## Do van der Waals functionals open the gap of CdS?

**Question**

I am comparing band gaps of wurtzite CdS from five density functionals. The atoms sit in the same places in every run, yet the gap changes a good deal:

GPAW 26.7.0 plane-wave PAW DFT for wurtzite CdS at one fixed geometry, with a 600 eV cutoff, a 5×5×3 k mesh and Fermi-Dirac smearing of 0.05 eV. The Kohn-Sham gaps are taken along Γ–M–K–Γ–A–L–H–A, L–M and K–H and include spin-orbit coupling by second variation. No separate dispersion correction was added.

```tsv
functional	potentials	gap on path (eV)	direct gap on path (eV)
LDA	GPAW PAW data sets (gpaw data 1.2.1)	0.874	0.874
PW91	PAW data sets made by gpaw setup for the functional	1.120	1.120
WC	PAW data sets made by gpaw setup for the functional	0.998	0.998
optPBE-vdW	GPAW PAW data sets (gpaw data 1.2.1)	1.186	1.186
vdW-DF-cx	GPAW PAW data sets (gpaw data 1.2.1)	1.117	1.117
```

The highest gap belongs to a van der Waals functional, and the other functional of that kind also lies well above LDA. Is it the treatment of van der Waals forces that opens the gap? Or could it be spin-orbit coupling, since the runs warn that its splittings come out too wide? And should I trust the functional with the largest gap most?

**Answer**

Some sizes are worth keeping in mind. On this fixed cell the choice of functional moves the gap by about 0.3 eV, while spin-orbit coupling moves it by less than 0.02 eV. All five gaps lie more than 1 eV below the measured one, which is roughly 2.5 eV.

**The van der Waals explanation has a control in the table.** A van der Waals functional contains nonlocal correlation, an energy that depends on the density at two separate points at once. No separate dispersion correction was added on top of any of the functionals. PW91 has no such term, yet its gap of 1.120 eV practically coincides with the 1.117 eV of vdW-DF-cx. A rise of about a quarter of an electronvolt over LDA therefore doesn't need nonlocal correlation. The term may still contribute in the two functionals that contain it, but it isn't the common cause of the higher gaps.

**Spin-orbit coupling is present in every tabulated gap, LDA included.** The same runs also give gaps without it for four of the functionals, all but optPBE-vdW. There the coupling lowers the gap by 16 to 17 meV, nearly the same amount each time. It shifts the series almost as a whole, so an exaggerated splitting can't create differences of tenths of an electronvolt.

**What sets LDA apart is that it ignores the density gradient.** At each point LDA uses the exchange and correlation energy of a uniform electron gas with the local density. The other four functionals also ask how fast the density varies there, and all four give a larger gap. PW91 and WC differ from LDA in this respect without adding nonlocal correlation, which makes the gradient the natural explanation.

A gap can respond to such a change because its two edges are different kinds of state. In CdS the top of the valence band is expected to be mainly sulfur 3p, and the bottom of the conduction band largely cadmium 5s with some sulfur 3s. These states are distributed differently in space, so a new exchange-correlation potential can shift them by different amounts. One plausible contribution comes from the inner shells of cadmium: the 5s state penetrates them, the density varies steeply there, and the gradient correction can act on it differently than on sulfur 3p. That alone doesn't fix the direction of the shift, and these results don't test it.

**The cleanest evidence for exchange comes from the two van der Waals functionals.** They share the same correlation, local and nonlocal, and the same kind of data sets for the atoms. They differ in exchange, and their gaps differ by 0.07 eV. Exchange alone can thus move this gap noticeably while the van der Waals term keeps its form.

The strength of the gradient dependence can be expressed by an enhancement factor $F$:

$$
E_x=\int n\,\varepsilon_x^{\mathrm{LDA}}(n)\,F(s)\,d^3r,\qquad
s=\frac{|\nabla n|}{2k_F n},\qquad k_F=(3\pi^2 n)^{1/3}.
$$

Here $n$ is the electron density, $\varepsilon_x^{\mathrm{LDA}}$ is the exchange energy per electron of the uniform gas, and $s$ measures how fast the density varies on the scale of the local electron wavelength. LDA has $F=1$ everywhere. The simplest guess is that the gap rises over its LDA value in proportion to the extra enhancement at one typical gradient $s_0$:

$$
\Delta E_g\approx a\,[F(s_0)-1].
$$

This is a drastic simplification, because a real crystal contains a whole range of gradients and the potential also depends on the slope of $F$. I tried $s_0=1$ and $s_0=2$, taking $F$ from the known formula of each functional. The constant $a$ came from a least-squares fit to the four rises over LDA.

Take WC at $s_0=2$ as an example. Its extra enhancement is 0.35, and the fitted constant is 0.593 eV, so the estimate is

$$
\Delta E_g\approx 0.593\ \mathrm{eV}\times0.35\approx0.21\ \mathrm{eV}.
$$

The calculated rise is only 0.12 eV, although WC was part of the fit. The fit itself ensures the right direction and order of magnitude, so neither counts as a success of the model. For WC it overshoots by about two thirds of the actual rise.

Its overall record is just as modest. With $s_0=2$ the typical miss is 0.05 eV, against 0.07 eV if one simply assigns the same average rise to all four functionals. With $s_0=1$ the model does worse than that average. Exchange enhancement at a single gradient therefore doesn't explain the full order.

**The order makes more sense within each family.** PW91 enhances exchange more than WC and has the larger gap; optPBE-vdW stands in the same relation to vdW-DF-cx. Both statements hold at either gradient. Two pairs are slender evidence, but they suggest a usable expectation: on the same cell and with similar correlation, stronger exchange enhancement goes with a larger gap.

Between the families this guide fails. PW91 has slightly more enhancement than optPBE-vdW at $s_0=1$ and practically the same at $s_0=2$, yet its gap is clearly smaller. The contrast between WC and vdW-DF-cx is sharper: vdW-DF-cx has less enhancement at $s_0=1$ and only slightly more at $s_0=2$, yet its gap is 0.12 eV larger. Correlation is a possible reason. In PW91 and WC the correlation energy weakens as the gradient grows, which offsets part of the energy gained from stronger exchange. The van der Waals functionals combine LDA correlation with a nonlocal term instead, so the balance can differ. How this carries over to the gap isn't tested here.

Correlation may thus account for differences of about a tenth of an electronvolt, though not as a simple "van der Waals forces open the gap". The atomic data sets are another possible influence. Those for PW91 and WC were made for the functional, while the two van der Waals functionals use standard sets that were not. The runs don't separate these two effects, and the 3 meV between PW91 and vdW-DF-cx shouldn't be read as a ranking.

**The shared cell shapes the trend too.** Each functional has its own preferred volume. At these dimensions the LDA crystal is under a pressure of −3.3 GPa, which means that it is stretched and would contract if allowed. The PW91 crystal is at +1.6 GPa and would expand.

The gap of CdS grows under compression, by very roughly 0.045 eV per GPa, a recalled value. Contraction would therefore raise the LDA gap, and expansion would lower the PW91 gap. Together the two changes amount to about

$$
0.045\ \mathrm{eV/GPa}\times(1.6+3.3)\ \mathrm{GPa}\approx0.2\ \mathrm{eV}.
$$

That is nearly as large as the 0.25 eV between the two functionals on the fixed cell. The estimate assumes a linear response to uniform pressure, so the small remainder has no meaning. It does show that much of the difference could disappear once each functional is given its own lattice. A table of gaps on one fixed cell and a table on relaxed cells answer different questions, and their values shouldn't be mixed.

**The largest gap isn't a mark of quality here.** Even optPBE-vdW, at 1.186 eV, reaches less than half of the measured value. An important reason is common to all five functionals: the difference between the highest filled and the lowest empty Kohn-Sham level isn't the energy needed to create a separate electron and hole, and functionals of these types leave out the jump in the potential that would make up much of the difference. They also tend to place the cadmium 4d levels too high, which pushes the valence edge up and narrows the gap further. On this fixed cell, moving from LDA to a gradient-dependent functional recovers only 0.12 to 0.31 eV and leaves that problem in place. If you need an absorption edge for a CdS layer, choose a method designed for gaps; if you need a structure, judge these functionals by their structures.
